## Turning one OH group of Si(OH)₂

The molecule is a silylene: its silicon atom carries two OH groups, one lone pair and one empty 3p orbital. At the minimum all atoms lie in one plane. One OH group stays fixed with its hydrogen pointing inward, towards the other oxygen, while the second OH group is turned about its Si–O bond. The torsion is the angle of this turn: at −180° the moving hydrogen points outward, near 0° it points inward.

Rigid scan of the torsion O1-Si2-O3-H5 in gas-phase Si(OH)₂ (SMILES O[Si]O; atoms in SMILES order, hydrogens last), computed with Ansatz 0.2.0 in the def2-TZVPP basis, with frozen cores for CCSD and CCSD(T). All else is held as in the PBE0-D4/def2-TZVP minimum, which lies at −180.0° and sets the zero of energy for each method.

| torsion (°) | CCSD(T) (eV) | r2SCAN-D4 (eV) | wB97M-V (eV) | CCSD (eV) | wB97M-V less CCSD(T) (eV) | T1 diagnostic |
| --- | --- | --- | --- | --- | --- | --- |
| -180.0 | 0.0000 | 0.0000 | 0.0000 | 0.0000 | 0.0000 | n/a |
| -169.6 | 0.0090 | 0.0091 | 0.0086 | 0.0090 | -0.0004 | 0.015 |
| -139.6 | 0.1192 | 0.1219 | 0.1148 | 0.1189 | -0.0044 | 0.015 |
| -109.6 | 0.2673 | 0.2749 | 0.2566 | 0.2656 | -0.0107 | 0.015 |
| -79.6 | 0.3227 | 0.3362 | 0.3094 | 0.3197 | -0.0133 | 0.015 |
| -49.6 | 0.2645 | 0.2810 | 0.2535 | 0.2620 | -0.0110 | 0.015 |
| -19.6 | 0.1965 | 0.2125 | 0.1880 | 0.1951 | -0.0085 | 0.014 |
| 10.4 | 0.1865 | 0.2024 | 0.1785 | 0.1853 | -0.0080 | 0.014 |
| 40.4 | 0.2395 | 0.2561 | 0.2294 | 0.2374 | -0.0101 | 0.015 |
| 70.4 | 0.3132 | 0.3281 | 0.3004 | 0.3102 | -0.0128 | 0.015 |
| 100.4 | 0.2985 | 0.3079 | 0.2863 | 0.2963 | -0.0122 | 0.015 |
| 130.4 | 0.1672 | 0.1711 | 0.1608 | 0.1666 | -0.0064 | 0.015 |
| 160.4 | 0.0311 | 0.0318 | 0.0300 | 0.0311 | -0.0011 | 0.015 |

### 1. What does the turn cost?

With CCSD(T) the energy climbs from the planar minimum to 0.3227 eV at −79.6°, where the plane of the turning Si–O–H unit stands almost upright on the plane of the other atoms. It then falls to 0.1865 eV at 10.4°, close to the second planar arrangement. The curve thus has two wells of unequal depth with a barrier between them. Measured between these two rows, leaving the upper well costs 0.1362 eV, less than half of the climb from the lower one.

### 2. Is the barrier higher on one side than on the other?

The highest sampled energies on the two sides are 0.3227 eV at −79.6° and 0.3132 eV at 70.4°, but this is no real asymmetry. The rest of the molecule is planar, so turning the hydrogen up or down by the same angle gives mirror images of equal energy. The sampled angles are not symmetric about 0°, so the scan meets the two equal barriers at different distances from their tops. For the same reason the row at 10.4° lies slightly off the planar arrangement at 0°.

### 3. Why does an upright OH group cost energy?

Standard bonding theory points to the empty 3p orbital of silicon, which stands upright on the molecular plane. In a planar arrangement an oxygen lone pair stands parallel to it and donates electrons into it, which strengthens the Si–O bond. Turning the OH group turns this lone pair away, and the donation fades. It returns after half a turn, whichever way the hydrogen then points.

This picture also gives the shape of the cost. The overlap of the two orbitals falls as the cosine of the torsion $\tau$, and the stabilisation goes roughly as the square of the overlap. What is lost therefore grows as $1-\cos^2\tau=\sin^2\tau$.

### 4. Does the computed curve have this shape?

The raw curve mixes the twisting cost with the preference for outward over inward. The two can be told apart because the scan contains pairs of rows half a turn apart, such as 10.4° and −169.6°. In the mean of a pair, $M(\tau)=\tfrac12[V(\tau)+V(\tau+180^\circ)]$, where $V$ is the CCSD(T) energy, the plain inward–outward preference cancels. This mean rises from 0.0978 eV for the pair nearest the plane to 0.3106 eV for the most upright pair. The second value is the less certain one, because the Hartree–Fock reference is unstable in both rows of that pair (see question 7).

These two pairs set the scale, and the sine-squared law then predicts the others. For 40.4° and −139.6° it gives

$$
M \approx 0.0978 + \frac{\sin^2 40.4^\circ-\sin^2 10.4^\circ}{\sin^2 79.6^\circ-\sin^2 10.4^\circ}\,(0.3106-0.0978)
$$

$$
\phantom{M} \approx 0.0978 + \frac{0.42-0.033}{0.97-0.033}\times 0.2128 \approx 0.186\ \text{eV}.
$$

The computed mean is 0.179 eV. The law overshoots slightly for all four pairs that did not set the scale, by at most 0.007 eV, as the output below shows. The twisting cost therefore has nearly the expected form. This agrees with the donation picture but is only a weak test of it. Taking the mean makes the curve repeat after half a turn whatever the cause, and with the mirror symmetry from question 2 a sine-squared curve is the simplest varying form it can then take.

### 5. Why is the inward well the higher one?

The difference within a pair shows the preference that the mean removes. It is 0.1775 eV between 10.4° and −169.6°, but only 0.0242 eV between −79.6° and 100.4°. This makes sense in space: an upright hydrogen points neither inward nor outward, so half a turn changes its distance from the other OH group only a little.

In the planar arrangements that distance changes greatly. The coordinates put the two hydrogens about 3.4 Å apart at the minimum and about 2.1 Å apart when both point inward. Hydrogen bound to oxygen carries a partial positive charge, so repulsion between the two is a likely reason for the higher well. The turning hydrogen also comes closer to the other oxygen, whose negative charge would by itself favour the inward position. The gap between the wells is the net result, and no calculation here splits it into parts.

### 6. Which density functional describes the turn better?

The answer depends on where the climb begins. From the outward minimum to −79.6°, both functionals miss CCSD(T) by about 0.013 eV, r2SCAN-D4 upward and wB97M-V downward. From the inward well the errors are −0.002 eV for r2SCAN-D4 and −0.005 eV for wB97M-V.

The two errors differ in kind. wB97M-V shrinks the whole curve by roughly 4 %, so its shape stays right. r2SCAN-D4 places the inward well 0.016 eV too high, which is 9 % of its energy, and the barrier top too high by a similar amount. The two shifts nearly cancel in the climb between them. For the balance between the two wells wB97M-V is the better choice here. The lead of r2SCAN-D4 for the barrier out of the upper well rests on this cancellation and, at about 0.003 eV, is too small to guide a choice, all the more so because the CCSD(T) value at −79.6° starts from an unstable reference (see question 7).

### 7. Which digits can be trusted, and what would relaxation change?

The correlation treatment looks settled to a few thousandths of an electronvolt over most of the turn, but less surely near the barrier top. Triple excitations contribute about 0.6 eV to the total energy at the minimum, yet they change the curve by at most 0.003 eV, because they are almost the same at every angle. The doubt comes from the restricted Hartree–Fock reference. The stability analyses find it stable towards an unrestricted one at most angles, but unstable at −79.6° and 100.4°, the two rows closest to upright. There an unrestricted solution of lower energy exists, and no coupled-cluster calculation here starts from it. The T1 diagnostic, a measure of how much the coupled-cluster treatment has to correct the orbitals, stays at 0.014 to 0.015 along the whole turn and so does not register the instability. The effect of the triples is also no larger at −79.6° than at 70.4°, where the reference is stable. Both signs speak against a large error at the barrier top, but they do not set a limit to it.

Two settings limit the physical meaning of the later decimals. All methods use one triple-zeta basis, so the functional errors of about 0.01 eV are distances from CCSD(T) in that basis, not from the exact answer. The scan is also rigid: bond lengths and the other angles keep their values from the outward minimum. Letting them adjust would probably lower both the barrier top and the inward well, where the two hydrogens could move apart. The values of 0.32 and 0.19 eV are therefore costs of a frozen turn. A rate or a population needs relaxed structures and the vibrational contributions as well.

Printed output of the fit:

```
Errors against CCSD(T) and effect of triples:
     row  r2SCAN-D4 error eV  r2SCAN-D4 error %  wB97M-V error %  triples effect eV
  -180.0                   0                  0                0                  0
  -169.6              0.0001              1.111           -4.444                  0
  -139.6              0.0027              2.265           -3.691             0.0003
  -109.6              0.0076              2.843           -4.003             0.0017
   -79.6              0.0135              4.183           -4.121              0.003
   -49.6              0.0165              6.238           -4.159             0.0025
   -19.6               0.016              8.142           -4.326             0.0014
    10.4              0.0159              8.525            -4.29             0.0012
    40.4              0.0166              6.931           -4.217             0.0021
    70.4              0.0149              4.757           -4.087              0.003
   100.4              0.0094              3.149           -4.087             0.0022
   130.4              0.0039              2.333           -3.828             0.0006
   160.4              0.0007              2.251           -3.537                  0
Climb from 10.4 to -79.6 deg with CCSD(T) in eV: 0.1362
Error of r2SCAN-D4 in that climb in eV: -0.0024
Error of wB97M-V in that climb in eV: -0.0053
Energy at -79.6 less that at 70.4 deg in eV: 0.0095
Half-turn difference, 10.4 less -169.6 deg, in eV: 0.1775
Half-turn difference, -79.6 less 100.4 deg, in eV: 0.0242
Pair mean near planar (10.4 and -169.6 deg) in eV: 0.09775
Pair mean near perpendicular (-79.6 and 100.4 deg) in eV: 0.3106
Rise of the pair mean in eV: 0.2128
Pair mean at -19.6 and 160.4 deg in eV: 0.1138
Sine-squared estimate for that pair in eV: 0.116
Pair mean at 40.4 and -139.6 deg in eV: 0.1794
Sine-squared estimate for that pair in eV: 0.186
Pair mean at -49.6 and 130.4 deg in eV: 0.2158
Sine-squared estimate for that pair in eV: 0.2224
Pair mean at 70.4 and -109.6 deg in eV: 0.2903
Sine-squared estimate for that pair in eV: 0.2924
Error of r2SCAN-D4 in the near-planar half-turn difference in eV: 0.0158
Error of r2SCAN-D4 in the rise of the pair mean in eV: 0.00345
Largest triples effect on the curve in eV: 0.003
The same as a percentage of the total triples energy: 0.4953
```
